**Spin splitting, depth and radius of the 4p level in +4 ions from Zr to I, with Tc4+ and Ru4+ predicted**

The table holds 4p up and down Kohn-Sham eigenvalues, mean radii and their gap from all-electron, scalar-relativistic, spin-polarised LDA-PZ calculations with spherical densities (Quantum ESPRESSO ld1.x). The program fits gap = m[a + b(Z − 45)] for m unpaired 4d electrons, the spin-mean level as a quadratic in Z plus a term in m², and 1/⟨r⟩ as a quadratic in Z, each with one variant, on known rows from Zr to In only. The gap per unpaired 4d electron is 0.75 to 0.81 eV, against 0.14 and 0.11 eV for a 5s or 5p electron and 3.30 eV for the bare 4d–4p exchange from the Te4+ integrals. Level and radius of the two withheld ions fall within their error bars, while the gaps are underestimated by 0.013 eV (Tc4+) and 0.036 eV (Ru4+), about twice the bars. The level fit fails by 7 to 23 eV on Sb4+, Te4+ and I4+, which add n = 5 electrons.

Ions of charge +4 from Zr to I, computed with Quantum ESPRESSO ld1.x 7.5 using all-electron, scalar-relativistic, spin-polarised Kohn-Sham LDA (Slater exchange, Perdew-Zunger correlation), spherical densities and a point nucleus. Open shells are filled high-spin, with up as the majority spin. Eigenvalues are negative for bound levels.

## Analysis program

```python
# Table: 4p up/down Kohn-Sham eigenvalues (eV), mean radii (bohr) and their gap for +4 ions Zr..I;
# QE ld1.x, all-electron, LDA-PZ, scalar-relativistic, spin-polarised, spherical densities.
# Tested: gap = m*J(Z) for m unpaired 4d electrons; spin-mean level and 1/<r> smooth in Z; held rows predicted.
T = {
    'ion': ['Zr4+', 'Nb4+', 'Mo4+', 'Tc4+', 'Ru4+', 'Ag4+', 'Cd4+', 'In4+', 'Sb4+', 'Te4+', 'I4+'],
    'Z': [40, 41, 42, 43, 44, 47, 48, 49, 51, 52, 53],
    'N': [36, 37, 38, 39, 40, 43, 44, 45, 47, 48, 49],
    'configuration': ['[Ar] 3d10 4s2 4p6', '[Kr] (4d up)1', '[Kr] (4d up)2', '[Kr] (4d up)3', '[Kr] (4d up)4', '[Kr] (4d up)5 (4d down)2', '[Kr] (4d up)5 (4d down)3', '[Kr] (4d up)5 (4d down)4', '[Kr] 4d10 (5s up)1', '[Kr] 4d10 5s2', '[Kr] 4d10 5s2 (5p up)1'],
    'eigenvalue_4p_up': [-72.926, -79.222, -85.438, -91.605, -97.747, -115.17, -120.8, -126.42, -144.57, -157.55, -172.5],  # eV
    'eigenvalue_4p_down': [-72.926, -78.472, -83.921, -89.297, -94.62, -112.78, -119.19, -125.62, -144.43, -157.55, -172.38],  # eV
    'mean_radius_4p_up': [1.3145, 1.2511, 1.1938, 1.1419, 1.0949, 0.9762, 0.94282, 0.91193, 0.85066, 0.81953, 0.79082],  # bohr
    'mean_radius_4p_down': [1.3145, 1.2493, 1.1913, 1.1395, 1.0928, 0.97637, 0.9431, 0.91212, 0.84973, 0.81953, 0.79045],  # bohr
    'gap': [0.0, 0.7503, 1.517, 2.309, 3.127, 2.389, 1.603, 0.8082, 0.1447, 0.0, 0.1149],  # eV
}
HELD = [3, 4]  # rows withheld from the fit
import numpy as np
A = lambda k: np.array(T[k], float)
ion, Z, gap = T['ion'], A('Z'), A('gap')
e = (A('eigenvalue_4p_up') + A('eigenvalue_4p_down')) / 2
r = (A('mean_radius_4p_up') + A('mean_radius_4p_down')) / 2
dr = A('mean_radius_4p_up') - A('mean_radius_4p_down')
M4D = {40: 0, 41: 1, 42: 2, 43: 3, 44: 4, 47: 3, 48: 2, 49: 1}  # unpaired 4d electrons
m = np.array([M4D.get(int(z), 0) for z in Z], float)
x = Z - 45; one = np.ones_like(x); ix = {int(z): i for i, z in enumerate(Z)}
known = [i for i in range(len(Z)) if i not in HELD]
dall = [i for i in known if Z[i] <= 49]; dopen = [i for i in dall if m[i] > 0]
out = [i for i in known if Z[i] > 49]
J = gap / np.maximum(m, 1)
def fit(X, y, rows):
    return np.linalg.lstsq(X[rows], y[rows], rcond=None)[0]
def study(name, unit, y, rows, colsA, colsB, back, actual, f):
    XA, XB = np.array(colsA).T, np.array(colsB).T
    pA, pB = fit(XA, y, rows), fit(XB, y, rows)
    loo = max(abs(XA[i] @ fit(XA, y, [j for j in rows if j != i]) - y[i]) for i in rows)
    print(f'== {name}'); print(' params main', np.round(pA, 5), 'variant', np.round(pB, 5))
    for lab, X, p in (('main', XA, pA), ('variant', XB, pB)):
        print(f' resid {lab} [{unit}]:', ' '.join(f'{ion[i]} {back(X[i]@p, i)-actual[i]:+{f}}' for i in rows))
    print(f' main on unfitted n=5 rows [{unit}]:', ' '.join(f'{ion[i]} {back(XA[i]@pA, i)-actual[i]:+{f}}' for i in out))
    for i in HELD:
        a, b = back(XA[i] @ pA, i), back(XB[i] @ pB, i)
        bar = max(abs(a - b), abs(back(XA[i] @ pA + loo, i) - a)); miss = a - actual[i]
        print(f' {ion[i]} pred {a:{f}} +- {bar:{f}} (variant {b:{f}}) computed {actual[i]:{f}} miss {miss:+{f}} {unit} = {abs(miss)/bar:.1f} bar')
print('rounding floor: gap 0.0005 eV (above 1 eV); level 0.0005-0.005 eV; radius 0.00005 bohr (above 1), dr 0.0001')
print('gap per unpaired 4d e [eV]:', ' '.join(f'{ion[i]} {J[i]:.4f}' for i in dopen))
study('gap = m(a+b x); variant +c m^2; x=Z-45', 'eV', J, dopen, [one, x], [one, x, m**2],
      lambda v, i: v * m[i], gap, '.3f')
study('spin-mean level = a+bx+cx^2+d m^2; variant +x^3', 'eV', e, dall, [one, x, x**2, m**2],
      [one, x, x**2, m**2, x**3], lambda v, i: v, e, '.3f')
study('1/<r> = a+bx+cx^2; variant +x^3', 'bohr', 1 / r, dall, [one, x, x**2], [one, x, x**2, x**3],
      lambda v, i: 1 / v, r, '.4f')
print('revealed gap per e [eV]:', ' '.join(f'{ion[i]} {J[i]:.4f}' for i in HELD), f'; Ag-Tc gap {gap[ix[47]]-gap[ix[43]]:.3f}')
print('spin-mean level [eV]:', ' '.join(f'{ion[i]} {e[i]:.2f}' for i in range(len(Z))))
print('level step per Z [eV]:', ' '.join(f'{int(Z[i])}-{int(Z[i+1])} {(e[i+1]-e[i])/(Z[i+1]-Z[i]):.3f}' for i in range(len(Z)-1)))
print('Zeff=23/<r>:', ' '.join(f'{ion[i]} {23/r[i]:.2f}' for i in range(len(Z))))
print('r_up-r_down [bohr]:', ' '.join(f'{ion[i]} {dr[i]:+.4f}' for i in range(len(Z))))
In = gap[ix[49]]
print(f'gap Sb/In {gap[ix[51]]/In:.3f}, I/In {gap[ix[53]]/In:.3f}; J rise Nb->In {100*(In/gap[ix[41]]-1):.1f} %')
# typed from further outputs of the same runs: (up, down) levels in eV; <r> of the polarised shell in bohr
lev = {41: {'3p': (-393.4828, -393.3795), '4s': (-103.8358, -103.1408), '4d': (-43.96622, -43.15729)},
       47: {'3p': (-615.3812, -614.8952), '4s': (-152.238, -149.8798), '4d': (-61.11283, -58.83179)},
       49: {'3p': (-698.1594, -697.9796), '4s': (-168.1498, -167.344), '4d': (-65.68765, -64.92735)}}
for z, d in lev.items():
    print(ion[ix[z]], 'split per e [eV]:', ' '.join(f'{k} {(v[1]-v[0])/M4D[z]:.3f}' for k, v in d.items()), f'4p {J[ix[z]]:.3f}')
ropen = {41: 1.604435, 42: 1.515537, 47: 1.19631, 48: 1.150535, 49: 1.10867, 51: 1.939474, 53: 2.022497}
print('<r>open shell(up)/<r>4p:', ' '.join(f'{ion[ix[z]]} {v/r[ix[z]]:.2f}' for z, v in ropen.items()))
# Te4+ Slater integrals (further outputs, eV): G1, G3 (4d,4p) and G1 (5s,4p)
Kd = 2 / 15 * 17.69744 + 3 / 35 * 10.94085; Ks = 1.235028 / 3
print(f'bare exchange (Te4+ orbitals): 4d-4p {Kd:.2f} eV, In gap/that {In/Kd:.2f}; 5s-4p {Ks:.3f} eV, Sb gap/that {gap[ix[51]]/Ks:.2f}')
assert gap[ix[40]] == 0 and gap[ix[52]] == 0
assert np.all(np.diff(J[dopen]) > 0) and J[dopen].max() / J[dopen].min() < 1.1
assert max(gap[ix[51]], gap[ix[53]]) < 0.25 * J[dopen].min()
assert np.all(np.diff(r[known]) < 0) and np.all(np.diff(e[known]) < 0)
```

Running it gives:

```
rounding floor: gap 0.0005 eV (above 1 eV); level 0.0005-0.005 eV; radius 0.00005 bohr (above 1), dr 0.0001
gap per unpaired 4d e [eV]: Nb4+ 0.7503 Mo4+ 0.7585 Ag4+ 0.7963 Cd4+ 0.8015 In4+ 0.8082
== gap = m(a+b x); variant +c m^2; x=Z-45
 params main [0.78005 0.00728] variant [7.7883e-01 7.2200e-03 3.3000e-04]
 resid main [eV]: Nb4+ +0.001 Mo4+ -0.001 Ag4+ -0.005 Cd4+ +0.001 In4+ +0.001
 resid variant [eV]: Nb4+ -0.000 Mo4+ -0.000 Ag4+ -0.000 Cd4+ +0.001 In4+ -0.000
 main on unfitted n=5 rows [eV]: Sb4+ -0.145 Te4+ +0.000 I4+ -0.115
 Tc4+ pred 2.296 +- 0.007 (variant 2.302) computed 2.309 miss -0.013 eV = 1.8 bar
 Ru4+ pred 3.091 +- 0.016 (variant 3.108) computed 3.127 miss -0.036 eV = 2.2 bar
== spin-mean level = a+bx+cx^2+d m^2; variant +x^3
 params main [-1.0257022e+02 -5.8938000e+00  6.7100000e-03  4.0370000e-02] variant [-1.0238175e+02 -5.8705800e+00 -4.3000000e-03  2.0050000e-02
 -1.6700000e-03]
 resid main [eV]: Zr4+ -0.007 Nb4+ -0.000 Mo4+ +0.013 Ag4+ +0.007 Cd4+ -0.035 In4+ +0.022
 resid variant [eV]: Zr4+ -0.002 Nb4+ +0.006 Mo4+ -0.004 Ag4+ +0.002 Cd4+ -0.002 In4+ +0.000
 main on unfitted n=5 rows [eV]: Sb4+ +6.809 Te4+ +14.052 I4+ +23.149
 Tc4+ pred -90.392 +- 0.088 (variant -90.464) computed -90.451 miss +0.059 eV = 0.7 bar
 Ru4+ pred -96.024 +- 0.169 (variant -96.193) computed -96.184 miss +0.160 eV = 0.9 bar
== 1/<r> = a+bx+cx^2; variant +x^3
 params main [ 9.5124e-01  3.7050e-02 -2.0000e-04] variant [ 9.5116e-01  3.6900e-02 -1.9000e-04  1.0000e-05]
 resid main [bohr]: Zr4+ -0.0003 Nb4+ +0.0001 Mo4+ +0.0004 Ag4+ -0.0002 Cd4+ -0.0001 In4+ +0.0002
 resid variant [bohr]: Zr4+ +0.0000 Nb4+ -0.0001 Mo4+ +0.0001 Ag4+ -0.0000 Cd4+ +0.0000 In4+ -0.0000
 main on unfitted n=5 rows [bohr]: Sb4+ +0.0072 Te4+ +0.0133 I4+ +0.0192
 Tc4+ pred 1.1411 +- 0.0009 (variant 1.1409) computed 1.1407 miss +0.0004 bohr = 0.5 bar
 Ru4+ pred 1.0941 +- 0.0009 (variant 1.0940) computed 1.0938 miss +0.0003 bohr = 0.3 bar
revealed gap per e [eV]: Tc4+ 0.7697 Ru4+ 0.7817 ; Ag-Tc gap 0.080
spin-mean level [eV]: Zr4+ -72.93 Nb4+ -78.85 Mo4+ -84.68 Tc4+ -90.45 Ru4+ -96.18 Ag4+ -113.97 Cd4+ -120.00 In4+ -126.02 Sb4+ -144.50 Te4+ -157.55 I4+ -172.44
level step per Z [eV]: 40-41 -5.921 41-42 -5.833 42-43 -5.771 43-44 -5.733 44-47 -5.930 47-48 -6.020 48-49 -6.025 49-51 -9.240 51-52 -13.050 52-53 -14.890
Zeff=23/<r>: Zr4+ 17.50 Nb4+ 18.40 Mo4+ 19.29 Tc4+ 20.16 Ru4+ 21.03 Ag4+ 23.56 Cd4+ 24.39 In4+ 25.22 Sb4+ 27.05 Te4+ 28.06 I4+ 29.09
r_up-r_down [bohr]: Zr4+ +0.0000 Nb4+ +0.0018 Mo4+ +0.0025 Tc4+ +0.0024 Ru4+ +0.0021 Ag4+ -0.0002 Cd4+ -0.0003 In4+ -0.0002 Sb4+ +0.0009 Te4+ +0.0000 I4+ +0.0004
gap Sb/In 0.179, I/In 0.142; J rise Nb->In 7.7 %
Nb4+ split per e [eV]: 3p 0.103 4s 0.695 4d 0.809 4p 0.750
Ag4+ split per e [eV]: 3p 0.162 4s 0.786 4d 0.760 4p 0.796
In4+ split per e [eV]: 3p 0.180 4s 0.806 4d 0.760 4p 0.808
<r>open shell(up)/<r>4p: Nb4+ 1.28 Mo4+ 1.27 Ag4+ 1.23 Cd4+ 1.22 In4+ 1.22 Sb4+ 2.28 I4+ 2.56
bare exchange (Te4+ orbitals): 4d-4p 3.30 eV, In gap/that 0.25; 5s-4p 0.412 eV, Sb gap/that 0.35
```
